Why does one extra vacancy move some K x-ray lines by hundreds of eV and another by only about 2 eV or less, in ions that all hold 37 electrons? In the heading "shift (K-L2 M5)", K-L2 is the line (a 1s hole filled from $2p_{1/2}$) and M5 is the spectator hole ($3d_{5/2}$) present before and after; L3 is $2p_{3/2}$, M2 and M3 are $3p_{1/2}$ and $3p_{3/2}$. All four columns are satellites, as distinct from hypersatellites, which have a second K hole as spectator. The shifts are Dirac-Fock total-energy differences.

K x-ray satellite shifts of the free Rb atom and ions with 37 electrons, computed with Radial Dirac-Fock and Kohn-Sham solver 2: Dirac-Fock ΔSCF, finite nucleus, first-order frequency-dependent Breit interaction, self-energy and vacuum polarisation, no correlation. Energies are configuration averages; column labels give the line, then the spectator hole.

```csv
species,Z,charge (e),configuration,nuclear rms radius (fm),shift (K-L2 M5) (eV),shift (K-L3 L3) (eV),shift (K-M2 L3) (eV),shift (K-M3 L2) (eV)
Rb,37,0,[Kr] 5s1,4.204,-2.08,42.36,102.5,109.7
Sr+,38,1,[Kr] 5s1,4.224,-2.09,43.84,106.3,114.2
Zr3+,40,3,[Kr] 4d1,4.269,-2.03,46.91,113.8,123.2
Nb4+,41,4,[Kr] 4d1,4.324,-2.02,48.43,117.6,127.8
Mo5+,42,5,[Kr] 4d1,4.409,-2.00,49.96,121.4,132.4
Tc6+,43,6,[Kr] 4d1,4.411,-1.97,51.51,125.2,137.2
Ru7+,44,7,[Kr] 4d1,4.481,-1.94,53.07,129.1,142.0
Sm25+,62,25,[Kr] 4d1,5.082,-0.95,82.82,198.7,240.8
Tb28+,65,28,[Kr] 4d1,5.060,-0.78,88.05,210.4,260.2
Dy29+,66,29,[Kr] 4d1,5.222,-0.72,89.81,214.3,266.9
Re38+,75,38,[Kr] 4d1,5.370,-0.29,106.0,249.5,333.5
Os39+,76,39,[Kr] 4d1,5.413,-0.25,107.9,253.4,341.7
Pb45+,82,45,[Kr] 4d1,5.501,-0.07,119.1,276.7,395.0
Bi46+,83,46,[Kr] 4d1,5.521,-0.05,121.0,280.6,404.6
```

Let $I(a,b)=E(ab)-E(a)-E(b)+E_0$ be the interaction of holes $a$ and $b$, with $E_0$ the energy of the intact ion. The line K-X moves a hole from K to X, so a spectator S shifts it by exactly $I(K,S)-I(X,S)$. A spectator far outside both K and X sees either hole as the same point charge, and the shift vanishes. A spectator lying between K and X feels the K hole fully and the X hole weakly, and the shift is large.

With frozen orbitals, $I=F^0-\sum_k c_kG^k$: the direct Slater integral less the exchange integrals with squared 3j weights $c_k$ (within one subshell, $F^k$ terms take their place). For unscreened, nonrelativistic hydrogenic orbitals every integral is proportional to $Z$, which gives an estimate with nothing fitted. For K-M2 L3 it yields $I(K,L3)=6.375$ and $I(M2,L3)=2.526$ eV per unit $Z$, a slope of $6.375-2.526=3.849$.

**Rb and Sr+.** For Rb the estimate is $3.849\times37=142.4$ eV, which is 39.9 eV above the tabulated 102.5 eV. The estimate lacks both screening and orbital relaxation. Screening shrinks both terms, the one with the diffuse 3p orbital by the larger fraction, so it may largely cancel in the difference; no screened integrals were evaluated to test this, and the division of the offset between screening and relaxation around the holes stays open. At fixed electron number the offset is roughly constant (38.9 eV in Bi46+), so the slope is the fairer test. The order of the columns follows the limits: K-L3 L3, whose spectator shares a shell with the final hole ($I(L3,L3)=4.783$, slope 1.59), is well below both K-M shifts.

K-L2 M5 is the outer limit, two hydrogenic terms of 3.018 and 2.851 eV per unit $Z$ that nearly cancel. Their difference is positive, and the direct term keeps it so for frozen orbitals: a 1s charge has the higher potential wherever a 3d electron penetrates the 2p shell, and the small exchange terms do not reverse this. The negative sign therefore has to come from beyond the frozen Coulomb picture. Relaxation, stronger around a K hole than around an L2 hole, is the natural candidate, untested here. The two rows differ by 0.01 eV, the last printed digit, so they establish no minimum.

**Zr3+ to Ru7+.** The outer electron is now 4d instead of 5s, and the three large shifts hardly notice. The mean slopes of 3.83 (K-M2 L3) and 1.54 (K-L3 L3) are within 1% and about 3% of the hydrogenic values. K-M3 L2, at 4.70 against 3.849, is already well above its estimate, a relativistic effect taken up below. K-L2 M5 rises by 0.06 eV over the two units of $Z$ from Sr+ to Zr3+, while the adjacent single-unit steps are 0.01 eV in size. That the change of configuration causes this kink is a guess. Its slope over the stretch, 0.02, is far below the hydrogenic 0.167: the estimate fails for a near-cancellation. It does better on an exchange difference. Dipole exchange $G^1$ couples $2p_{1/2}$ to $3d_{3/2}$ (M4) but is forbidden to $3d_{5/2}$, so K-L2 M4 minus K-L2 M5 should be $G^1/6-G^3/14$, or 0.127 eV per unit $Z$. The same runs give 0.109 between Zr3+ and Sm25+, but this falls to 0.074 between Re38+ and Bi46+, where the nonrelativistic estimate is no longer good; the exchange part of the Breit interaction, which the estimate lacks, is a likely cause that these shifts do not isolate. They also show K-L2 M4 positive from Zr3+ on, so the negative sign is not general to 3d spectators.

**Sm25+ to Dy29+.** Without relativity K-M3 L2 and K-M2 L3 would be equal, yet their gap has grown from 7.2 eV in Rb to 42.1 eV in Sm25+. It splits exactly as
$$[I(K,L2)-I(K,L3)]-[I(M3,L2)-I(M2,L3)].$$
Because $I(L2,L3)$ is symmetric, the first bracket equals K-L3 L2 minus K-L2 L3, which the same run puts at 39.01 eV for Sm25+. Its share of the gap is 92 to 93% in all six ions for which it was formed, so the numbers place the gap in the K-L interaction. The standard cause is the relativistic contraction of $2p_{1/2}$ toward the 1s shell, a relative change of order $(Z\alpha)^2$ ($\alpha$ is the fine-structure constant) in an integral proportional to $Z$. The Breit interaction enters at the same order, $Z^3\alpha^2$, and these shifts do not separate the two. The dip in nuclear radius at Tb28+ leaves no matching irregularity in the slopes.

**Re38+ to Bi46+.** The gap reaches 124.0 eV. The logarithmic slope between Rb and Bi46+ is 3.52, and the gap in units of $Z^3\alpha^2$ hartree climbs from 0.098 to 0.150. Higher orders in $(Z\alpha)^2$ and the fading weight of screening both act in this direction. Contraction of the $j=1/2$ orbitals accounts for the sense of two curvatures. A $j=1/2$ spectator raises $I(K,S)$ and steepens the curve: K-M3 L2 goes from 4.5 to 9.6 eV per unit $Z$. A $j=1/2$ final hole raises the subtracted term and flattens it: in the same runs the slope of K-L2 L3 falls from 1.43 (Zr3+ to Sm25+) to 1.12 (Re38+ to Bi46+).

K-M2 L3 keeps a slope between 3.75 and 3.91 at every step, which argues for compensation and not for an absence of relativity. K-L3 L3 shares its term $I(K,L3)$ and steepens to about 1.9, while the difference of the two columns, $I(L3,L3)-I(M2,L3)$, loses slope, from $(76.0-66.9)/4=2.3$ to $(159.6-143.5)/8=2.0$. A contracting $3p_{1/2}$ would do this. These are averages over $J$: two $2p_{3/2}$ holes split into multiplet levels and mix with other $jj$ configurations, more so at low $Z$, so K-L3 L3 is not one observed peak.

K-L2 M5, steepest at 0.055 to 0.06 over the sparsely sampled stretch from Ru7+ to Dy29+, flattens to 0.02 at the last step. The same rule argues for it: as $2p_{1/2}$ shrinks, a 3d spectator finds the K and L2 holes ever more alike. K-L3 M5, with the less contracted final hole, reaches 5.25 eV in Bi46+, though its allowed dipole exchange contributes too. With correlation omitted, the signs of $-0.07$ and $-0.05$ eV at Pb45+ and Bi46+ are not physically secure.
